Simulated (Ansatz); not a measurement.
Ligand exchange: B(CH3)2(NH2) + C5H10S → B(CH3)2(SH) + C5H11N

Species: B(CH3)2(NH2), singlet; C5H10S (cyclopentanethiol) `SC1CCCC1`, singlet; B(CH3)2(SH), singlet; C5H11N (cyclopentylamine) `NC1CCCC1`, singlet. The partners trade NH2 for SH: B–NH2 and C–SH bonds give way to B–SH and C–NH2.

Shapes, held fixed at every level: PBE0-D4/def2-TZVP. Flexible molecules stand in one conformer, not always the lowest. Programs: Ansatz 0.2.0. Electronic energies: no zero-point or thermal term.

(1) Estimate ΔE of this reaction.

Results:

(1) The highest level, CCSD(T)/CBS estimate, gives ΔE = +64.0 kJ/mol; the levels span +55.6 to +65.0. The column of differences is taken from that level and isn't an error. No measured value is set beside it here. The CBS estimate extrapolates MP2 from def2-TZVPP and def2-QZVPP and adds CCSD(T) − MP2 in the triple-zeta set, cores frozen.

```tsv
level	kind	ΔE (kJ/mol)	less CCSD(T)/CBS estimate
HF/def2-SVP	Hartree–Fock	+55.6	-8.4
HF/def2-TZVPP	Hartree–Fock	+62.2	-1.8
PBE-D4/def2-TZVPP	GGA	+59.5	-4.5
B3LYP-D4/def2-TZVPP	global hybrid	+65.0	+1.0
B2PLYP/def2-TZVPP	double hybrid	+64.9	+0.9
MP2/def2-SVP	perturbation theory	+61.9	-2.1
CCSD(T)/def2-TZVPP	coupled cluster or CI	+62.6	-1.4
CCSD(T)/CBS estimate	coupled cluster or CI	+64.0	0.0
```

The exchange is clearly uphill at every level, with +64.0 kJ/mol at the highest: boron keeps the amino group and leaves the thiol on carbon. The main reason is π donation into the empty boron 2p orbital. The nitrogen 2p lone pair matches it in size and overlaps well across a short bond, whereas the more diffuse sulfur 3p lone pair donates less effectively. The strongly polar B–N σ bond adds to the preference. Saturated carbon has no comparable acceptor orbital, so moving nitrogen there forfeits most of this stabilisation, and the new B–S bond recovers only part of it.

Hartree–Fock in the triple-zeta basis already gives +62.2 kJ/mol, against +62.6 for CCSD(T) in the same basis. The preference is thus present at the mean-field level, and correlation contributions largely cancel between the two sides, probably because the number and broad type of bonds are conserved. The reaction energy alone doesn't separate the π and σ contributions, nor does it show how fast the exchange would occur.
